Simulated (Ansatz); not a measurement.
# Al$_{3}$GaN$_{4}$ (Pm), a film clamped to a substrate

These are results of DFT PBEsol, scalar-relativistic, plane waves, PAW (Ansatz), not measurements. The runs took a 420 eV cutoff, a Γ-centred 6×8×4 mesh and Gaussian smearing (0.05 eV). No spin polarisation. Energies are free energies at this smearing, counted from the undisturbed cell; pressure is positive in compression.

Reference structure (relaxed at this level; it needn't be the usual structure):

```
Al Ga N
1.0
     5.04341    0.00000    0.00011
     0.00000    3.13007    0.00000
    -0.00324    0.00000    5.41799
Al Ga N
3 1 4
Cartesian
  2.5223 1.5650 0.9066
  0.0019 1.5650 4.5230
  0.0044 0.0000 1.7971
  2.5166 0.0000 3.6095
  0.5585 0.0000 3.6102
  0.6170 1.5650 0.9057
  3.1500 1.5650 4.5522
  3.1419 0.0000 1.7679
```

The cell (8 atoms, V0 = 85.53 Å³) is strained by p along both x and y and by q along z, fractional coordinates fixed. τp = (1/V0) ∂E/∂p = (σxx + σyy)(1 + p)(1 + q) and τq = (1/V0) ∂E/∂q = σzz(1 + p)², with tension positive.

| p | q | ΔE (meV/atom) | τp (GPa) | τq (GPa) |
| --- | --- | --- | --- | --- |
| 0.000 | 0.000 | 0.00 | -0.06 | -0.01 |
| -0.040 | 0.000 | 60.59 | -47.78 | -7.50 |
| 0.040 | 0.000 | 48.75 | 34.70 | 5.92 |
| 0.000 | -0.040 | 25.71 | -7.30 | -20.18 |
| 0.000 | 0.040 | 21.22 | 6.05 | 15.19 |

Get the second derivatives of the energy density.

Central differences give A = ∂τp/∂p = 1031 GPa (C11 + C22 + 2 C12), C = ∂τq/∂q = 442 GPa (C33) and the cross term B = ∂τq/∂p = 168 GPa (C13 + C23); ∂τp/∂q = 167 GPa must equal B, and any difference shows higher-order terms. Steps this large leave an error of some per cent of A or C in all of these, which can swamp a small B. The ions are clamped.

A film of this crystal grows with z along the normal on a substrate that imposes p. How does its thickness respond, and what does the misfit cost?

Count p and q from the stress-free cell. A free surface needs τq = 0, so q = −(B/C) p = -0.38 p. The energy density left is (A − B²/C) p²/2 = M p², with the biaxial modulus M = 484 GPa; a misfit of 1 % costs 3.23 meV/atom, against 3.44 meV/atom if the thickness were held.

At p = 0.080 the energies along q are 218.0 (q = -0.080), 170.2 (q = -0.040), 176.4 (q = 0.000), 223.5 (q = 0.040), 301.1 (q = 0.080) meV/atom.

Does the linear rule hold at this misfit?

A parabola through the lowest point and its neighbours has its minimum at q = -0.025, 166.2 meV/atom. With the stress left in the starting cell, τp0 and τq0, linear elasticity gives q = −(τq0 + Bp)/C = -0.030 and E = V0(τp0 p + τq0 q + Ap²/2 + Bpq + Cq²/2)/N = 206.3 meV/atom. The energies differ by more than a tenth, so the quadratic law fails here: the gap holds the anharmonic part, with some error from the wide steps. Cubic terms also shift the vertex of so wide a parabola.

Forces appear on the atoms along this scan, and letting them relax would lower the energy and soften the response.

The cell has the metric and bonding of wurtzite with the polar axis along x, so this film is a nonpolar, m-plane one. Its energy is governed mainly by in-plane stretching: letting the thickness adjust lowers the misfit cost only from 3.44 to 3.23 meV/atom, because the cross term is small beside both direct stiffnesses. Strong, directional sp³ bonds with partly ionic character resist changes of length and angle alike. With the ions clamped, the bonds can't rotate to spare their lengths; internal relaxation would therefore probably strengthen the Poisson contraction as well as soften the lattice.

Compression costs more than equal tension along both strain paths, as expected when short-range repulsion steepens while the bonding attraction weakens on stretching. The same asymmetry explains why the quadratic law overestimates the energy at large tensile misfit, and suggests that it would underestimate it in compression. A real m-plane nitride substrate would generally impose unequal misfits along the polar and nonpolar in-plane axes, which the single modulus M can't describe.
